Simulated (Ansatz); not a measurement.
## Computed against measured: atomisation enthalpy at 298 K

6 molecules holding an element from Na to Cl; the atomisation enthalpy at 298 K in kJ/mol, computed less measured. Shapes, held fixed at every level: PBE0-D4/def2-TZVP. Thermal terms are harmonic and unscaled (PBE0-D4/def2-TZVP); the spin-orbit lowering of the free atoms is taken from their spectra. Programs: Ansatz 0.2.0. Measured values: Active Thermochemical Tables, NIST-JANAF tables.

Levels: A = HF/STO-3G; B = SPW92/def2-TZVPP; C = CAM-B3LYP/6-311+G**; D = wB97M-V/def2-TZVPP.

```csv
molecule,from tabulated heats,A,B,C,D
BCl3 (boron trichloride),1337,-170,+245,-49,+22
CHClF2 (SMILES FC(F)Cl),1698,-568,+388,-38,+9
SiH2Cl2 (dichlorosilane (DCS)),1449,-63,+162,-83,+5
SO2F2 (sulfuryl fluoride),1693,-2416,+535,-291,-2
SF4 (sulfur tetrafluoride),1358,-1567,+506,-196,+21
C2H5Cl (chloroethane),2756,-186,+381,-26,+5
```

Problem. Which level does best on this set, which worst, and which err to one side?

Solution. 
```csv
level,kind,mean error,mean absolute error,worst case
HF/STO-3G,Hartree–Fock,-828.3,828.3,SO2F2
SPW92/def2-TZVPP,LDA,+369.5,369.5,SO2F2
CAM-B3LYP/6-311+G**,range-separated hybrid,-113.8,113.8,SO2F2
wB97M-V/def2-TZVPP,range-separated hybrid,+10.0,10.7,BCl3
```

On this set wB97M-V/def2-TZVPP has the smallest mean absolute error and HF/STO-3G the largest. HF/STO-3G is too low in 6 of 6; SPW92/def2-TZVPP is too high in 6 of 6; CAM-B3LYP/6-311+G** is too low in 6 of 6; wB97M-V/def2-TZVPP is too high in 5 of 6. The heats of SiH2Cl2, SO2F2, SF4 come from older tables and can be uncertain by 10 kJ/mol or more. Heats of the atoms come from ATcT where it has them, that of boron, 570 kJ/mol, from recent work. The levels differ in basis as well as in method. Where a negative error exceeds the measured value, the molecule comes out unbound. Hartree–Fock lacks correlation and underbinds. The set is small.

The two high-valent sulfur fluorides dominate the errors of every level except wB97M-V, and at HF/STO-3G both lie above their separated atoms. Their strongly polar S–F and S–O bonds need d functions on sulfur to polarise its density and take up back-donation from fluorine and oxygen, not to serve as occupied valence orbitals. STO-3G has none, and the single d set of 6-311+G** is probably too little, which would explain much of the CAM-B3LYP deficit of -291 for SO2F2. The gap between the two range-separated hybrids therefore doesn't rank the functionals themselves.

The much smaller HF/STO-3G error for SiH2Cl2, -63, suggests cancellation: a minimal basis describes the free atoms poorly and lets fragments borrow functions in the molecule, offsetting part of the missing pair correlation. SPW92 overbinds throughout because the local density approximation misjudges exchange in the inhomogeneous densities of free atoms more than in molecules, an error that better basis sets don't remove.
